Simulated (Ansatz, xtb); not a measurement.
# Relative energy of two isomers of C5H10BP

Structure I: `C=C/C=C(/C)BP`, a singlet. Structure II: `CC#CB(P)CC`, a singlet. Both are isolated molecules in the gas phase, relaxed with B3LYP-D3(BJ)/def2-SVP; each stands in its lowest conformer found.

I (Å):

```json
{"atom": "C", "x (Å)": "1.9806", "y (Å)": "1.0454", "z (Å)": "-2.5277"}
{"atom": "C", "x (Å)": "1.9569", "y (Å)": "0.3699", "z (Å)": "-1.3641"}
{"atom": "C", "x (Å)": "0.7568", "y (Å)": "-0.2617", "z (Å)": "-0.8485"}
{"atom": "C", "x (Å)": "0.6025", "y (Å)": "-0.9573", "z (Å)": "0.3196"}
{"atom": "C", "x (Å)": "-0.7598", "y (Å)": "-1.5292", "z (Å)": "0.6452"}
{"atom": "B", "x (Å)": "1.7730", "y (Å)": "-1.1421", "z (Å)": "1.3138"}
{"atom": "P", "x (Å)": "1.6145", "y (Å)": "-2.1430", "z (Å)": "2.9133"}
{"atom": "H", "x (Å)": "2.8961", "y (Å)": "1.5100", "z (Å)": "-2.9016"}
{"atom": "H", "x (Å)": "1.0806", "y (Å)": "1.1534", "z (Å)": "-3.1417"}
{"atom": "H", "x (Å)": "2.8716", "y (Å)": "0.2832", "z (Å)": "-0.7728"}
{"atom": "H", "x (Å)": "-0.1244", "y (Å)": "-0.1472", "z (Å)": "-1.4973"}
{"atom": "H", "x (Å)": "-1.4824", "y (Å)": "-1.3799", "z (Å)": "-0.1721"}
{"atom": "H", "x (Å)": "-0.7006", "y (Å)": "-2.6117", "z (Å)": "0.8520"}
{"atom": "H", "x (Å)": "-1.1794", "y (Å)": "-1.0654", "z (Å)": "1.5549"}
{"atom": "H", "x (Å)": "2.8929", "y (Å)": "-0.7848", "z (Å)": "1.0488"}
{"atom": "H", "x (Å)": "0.3596", "y (Å)": "-1.7415", "z (Å)": "3.4482"}
{"atom": "H", "x (Å)": "2.4634", "y (Å)": "-1.4222", "z (Å)": "3.7954"}
```

II (Å):

```xyz
17

C    -3.6016    0.1926   -0.9395
C    -2.1935    0.4515   -0.6813
C    -1.0103    0.6657   -0.4614
C     1.0716    0.7309    1.2324
C     2.5702    0.9603    1.4392
B     0.4619    0.9249   -0.2112
P     1.4773    1.7053   -1.6356
H    -3.9150    0.5746   -1.9249
H    -4.2394    0.6604   -0.1710
H    -3.8044   -0.8914   -0.9182
H     0.9377    1.0177   -2.7567
H     2.6959    0.9789   -1.5287
H     0.4852    1.4011    1.8935
H     0.7787   -0.2811    1.5732
H     3.1726    0.2516    0.8480
H     2.8695    1.9758    1.1309
H     2.8627    0.8385    2.4944
```

Problem. Which of the two would you expect CCSD(T)/def2-SVP + ΔMP2/def2-TZVPP electronic energies to favour?

Solution. Structure II; the calculation gives E(II) − E(I) = −1.89 kcal/mol.

How the difference moves with the method:

| level | geometry | E(II) − E(I) (kcal/mol) | departure from the last row (kcal/mol) | job, with rough time for the two |
| --- | --- | --- | --- | --- |
| GFN2-xTB | GFN2-xTB | +2.71 | +4.60 | optimisation, 0.58 s |
| HF/STO-3G | GFN2-xTB | −22.36 | −20.47 | single point, 0.4 s |
| r2SCAN-D4/def2-SVP | GFN2-xTB | −2.48 | −0.59 | single point, 4.1 s |
| B3LYP-D3(BJ)/def2-SVP | B3LYP-D3(BJ)/def2-SVP | −0.49 | +1.40 | optimisation, 61 s |
| HF/def2-SVP | B3LYP-D3(BJ)/def2-SVP | −4.40 | −2.50 | part of the CCSD(T) run |
| MP2/def2-SVP | B3LYP-D3(BJ)/def2-SVP | −5.44 | −3.54 | part of the CCSD(T) run |
| CCSD(T)/def2-SVP | B3LYP-D3(BJ)/def2-SVP | −1.92 | −0.03 | single point |
| CCSD(T)/def2-SVP + ΔMP2/def2-TZVPP | B3LYP-D3(BJ)/def2-SVP | −1.89 |  | single point, 83 s |

As drawn, II has 1 C≡C, 1 C–B, 1 C–H in place of 2 C=C, 1 B–H.

GFN2-xTB puts the two in the other order. B3LYP-D3(BJ)/def2-SVP finds them nearly level. The largest departure from CCSD(T)/def2-SVP + ΔMP2/def2-TZVPP is that of HF/STO-3G, 20.47 kcal/mol. A small imaginary or near-zero mode remains, so no thermal terms are given. The last row adds to CCSD(T) the change of the MP2 difference between the two basis sets, here +0.03 kcal/mol.

The correlated steps freeze 11 core orbitals. Run with Ansatz 0.2.0, xtb 6.7.1; the last row on 4 threads of Arm Neoverse V1 on a shared host.

Structure II is favoured by only 1.89 kcal/mol, which probably reflects two larger effects that nearly cancel. A conjugated diene is normally more stable than an isomeric alkyne, so the carbon skeleton alone should favour I. Against this, II has exchanged a B–H bond for C–B and C–H bonds, the same kind of exchange that makes hydroboration exothermic. Conjugation at boron probably discriminates less, since in both isomers its empty p orbital can accept density from an unsaturated carbon group and from the phosphorus lone pair.

Hartree–Fock already favours II with the def2-SVP basis, so correlation is not what creates the preference. MP2 enlarges it and CCSD(T) cuts it to −1.92 kcal/mol, which suggests that MP2 overstates the correlation energy of the compact triple bond relative to the diene. The calculations support a slight electronic preference for II between these two monomers, but say nothing about their persistence in bulk, where unhindered phosphinoboranes tend to associate through P–B donor bonds.
